**Question**

I relaxed rutile-type TaO2 with progressively denser k meshes. The three numbers in each mesh label are the divisions along the cell edges $a$, $b$ and $c$, with $b=a$.

TaO2 (P4_2/mnm, 6 atoms per cell), with cell and atoms relaxed to zero pressure at fixed symmetry in Ansatz 0.2.0: plane-wave PAW, scalar-relativistic PBEsol without Hubbard U or spin polarisation, 420 eV cutoff, 0.1 eV Gaussian smearing, Gamma-centred k meshes. Volume changes are relative to the starting cell (12.02 Å³ per atom).

```
k mesh  volume per atom (Å³)  volume change (%)  length a (Å)  length c (Å)
 1x1x1                 11.37              -5.36         4.437         3.466
 2x2x2                 11.50              -4.33         5.012         2.746
 2x2x4                 11.65              -3.05         4.904         2.907
 4x4x4                 11.67              -2.92         4.904         2.911
 4x4x6                 11.66              -3.01         4.957         2.846
 6x6x8                 11.64              -3.18         4.956         2.842
```

Going from 2x2x4 to 4x4x4 changed almost nothing, so I took the cell as converged. Then 4x4x6 gave a clearly different $a$ and $c$, although the volume stayed put. What went wrong, and how could I have noticed it earlier?

**Answer**

The size to remember is a factor of ten. Over your last four meshes the volume varies by about 0.3 %, but $c$ varies by about 2.4 %. What fails is the shape of the cell, and volume is a poor witness to that, because an error in $a$ can be offset by an opposite error in $c$.

The agreement that reassured you came from refining the wrong direction. Between 2x2x4 and 4x4x4 only the in-plane divisions double, and $c$ moves by 0.004 Å. Between 4x4x4 and 4x4x6 only the divisions along $c$ increase, and $c$ falls by 0.065 Å. The 2x2x4 and 4x4x4 meshes share the same coarse sampling along $c$, so they agree with each other and share the same error.

**Why the sampling matters so much here**

The electrons in a crystal occupy waves of many wavelengths, and a k mesh calculates only a sample of them. Four divisions along $c$ give three distinct planes of k points, and six divisions give four. In an insulator each band is either full or empty, so a few planes already give a good average. In a metal some bands cross the Fermi level, so they are filled at some k points and empty at others, and the mesh has to find where that edge lies.

Imagine a band that fills outward from the centre of the zone along $c$ and should end up 40 % full. With four divisions, only the central plane lies in the filled part, and it counts for 25 % of the band. With six divisions the filled planes count for 50 %, and with eight for about 38 %. A coarse mesh can be right by luck, but more planes make the steps finer. The total number of electrons is always right, but their division among competing bands can be wrong. The smearing of 0.1 eV softens these steps only slightly, since metal d bands are typically a few eV wide.

The wrong division then acts on the lattice. In rutile-type oxides with one d electron per metal atom, the metal atoms form chains along $c$, and some d bands change strongly in energy in that direction. Filling states that bond along the chain pulls it together, while filling antibonding states pushes it apart. A misplaced share of electrons therefore appears as a false stress, and the relaxation removes it by changing the cell.

Your mesh comparison fits this picture, since the shape responds to sampling along $c$ and hardly to in-plane sampling. It isn't a proof: the in-plane test was made only with four divisions along $c$, and the occupations of the individual d orbitals are not available. For the same reason I can't derive why $c$ comes out too long with four divisions and too short with two.

**Why the volume hides it**

A change of volume stretches or squeezes the crystal as a whole. A change of shape can lengthen some distances while it shortens others, which often costs less energy. If the volume, proportional to $a^2c$, stays fixed, the new $c$ follows from the new $a$:

$$c_\text{new}=c_\text{old}\left(\frac{a_\text{old}}{a_\text{new}}\right)^2 .$$

From 4x4x4 to 4x4x6 this gives $2.911\times(4.904/4.957)^2\approx 2.849$ Å, a drop of 0.062 Å, close to the 0.065 Å actually found. The step is thus almost purely a change of shape. The estimate shows how the error is hidden, not what causes it. It does less well from 2x2x2 to 2x2x4, where it predicts a rise in $c$ of about 0.12 Å against 0.16 Å, because there the volume changes too. The output printed below compares all meshes with the finest one.

**How to recognise the failure**

Your earliest clue was the step from 2x2x2 to 2x2x4. Only the divisions along $c$ increase there, and $c$ rises by 0.161 Å. That called for another refinement along $c$, not in the plane.

Compare $c/a$ too, not just the volume. It is 0.594 for 4x4x4 but 0.574 for 4x4x6. Refine one direction at a time, and start with the short cell edge, because equal divisions sample it most coarsely. In your 4x4x4 run the mesh is equivalent to a repeating box about 20 Å wide but only 12 Å long along $c$.

Don't let the energy reassure you either. From 4x4x4 to 4x4x6 it changes by only about 1 meV per atom, while the shape changes visibly. Nor does the lowest energy mark the best mesh: 2x2x2 lies 128 meV per atom below 6x6x8. Adding k points changes the average being calculated, so the energy may move either way.

The 2x2x2 run carries another warning. It is metallic, yet its electronic entropy term is nearly zero, whereas the denser meshes give 6 to 24 meV per cell. This term comes from levels close to the Fermi level, so here the mesh has caught practically none. Each k point holds a whole number of filled bands, and that number differs from point to point.

The 1x1x1 run is in a different electronic state altogether. With a single k point, the electrons simply fill the lowest levels there, which leaves a gap of 0.55 eV that no denser mesh shows. The cell responds with $a$ about 10 % too short and $c$ about 22 % too long relative to 6x6x8. Even so, its volume is off by only about 2 %.

An unfinished relaxation would be the other obvious suspect. But the largest stress component left in any run is below 0.02 GPa. For an oxide with a stiffness of the order of 100 GPa, that means a strain of roughly one part in ten thousand, far below the 2 % change in $c$.

**Which cell to use**

Use the lengths from 6x6x8. They agree with those from 4x4x6 within 0.004 Å, although both directions were refined between the two. The energy still changes by 19 meV per atom and the entropy term falls by a factor of 2.6, so small energy differences would need a denser mesh. One more run with extra divisions along $c$ would also test the lengths, since your earlier pair of meshes agreed too.

These are also the lengths of an undistorted cell. Related oxides such as VO2 and NbO2 form metal–metal pairs below a transition temperature, and your cell, with one repeat along $c$ and its symmetry kept, has no room for such pairing. A denser mesh will settle the shape of this structure, but not whether TaO2 prefers it.

Printed output of the fit:

```
Shape and misses against the finest mesh:
    row     c/a  a miss (Å)  c miss (Å)  volume miss (%)  energy miss (meV/atom)
  1x1x1  0.7812      -0.519       0.624            -2.32                     600
  2x2x2  0.5479       0.056      -0.096           -1.203                    -128
  2x2x4  0.5928      -0.052       0.065          0.08591                    7.61
  4x4x4  0.5936      -0.052       0.069           0.2577                   17.57
  4x4x6  0.5741       0.001       0.004           0.1718                   18.93
  6x6x8  0.5734           0           0                0                       0
Sampling and filling:
    row  box along a (Å)  box along c (Å)  k planes along c  entropy term (meV/cell)  gap on mesh (eV)
  1x1x1            4.437            3.466                 1                  0.05499            0.5523
  2x2x2            10.02            5.492                 2                  0.04116                 0
  2x2x4            9.808            11.63                 3                    23.77                 0
  4x4x4            19.62            11.64                 3                    20.12                 0
  4x4x6            19.83            17.08                 4                    16.71                 0
  6x6x8            29.74            22.74                 5                    6.428                 0
Change of a from 2x2x2 to 2x2x4 (Å): -0.108
Change of c from 2x2x2 to 2x2x4 (Å): 0.161
Change of a from 2x2x4 to 4x4x4 (Å): 0
Change of c from 2x2x4 to 4x4x4 (Å): 0.004
Change of a from 4x4x4 to 4x4x6 (Å): 0.053
Change of c from 4x4x4 to 4x4x6 (Å): -0.065
Same change of c estimated from a at fixed volume (Å): -0.06192
Change of volume from 4x4x4 to 4x4x6 (%): -0.08569
Miss of a in 1x1x1 against the finest mesh (%): -10.47
Miss of c in 1x1x1 against the finest mesh (%): 21.96
Spread of volume over the last four rows (%): 0.2577
Spread of c over the last four rows (%): 2.428
Ratio of entropy terms 4x4x6 to 6x6x8: 2.599
Largest leftover stress component in any row (GPa): 0.01683
```
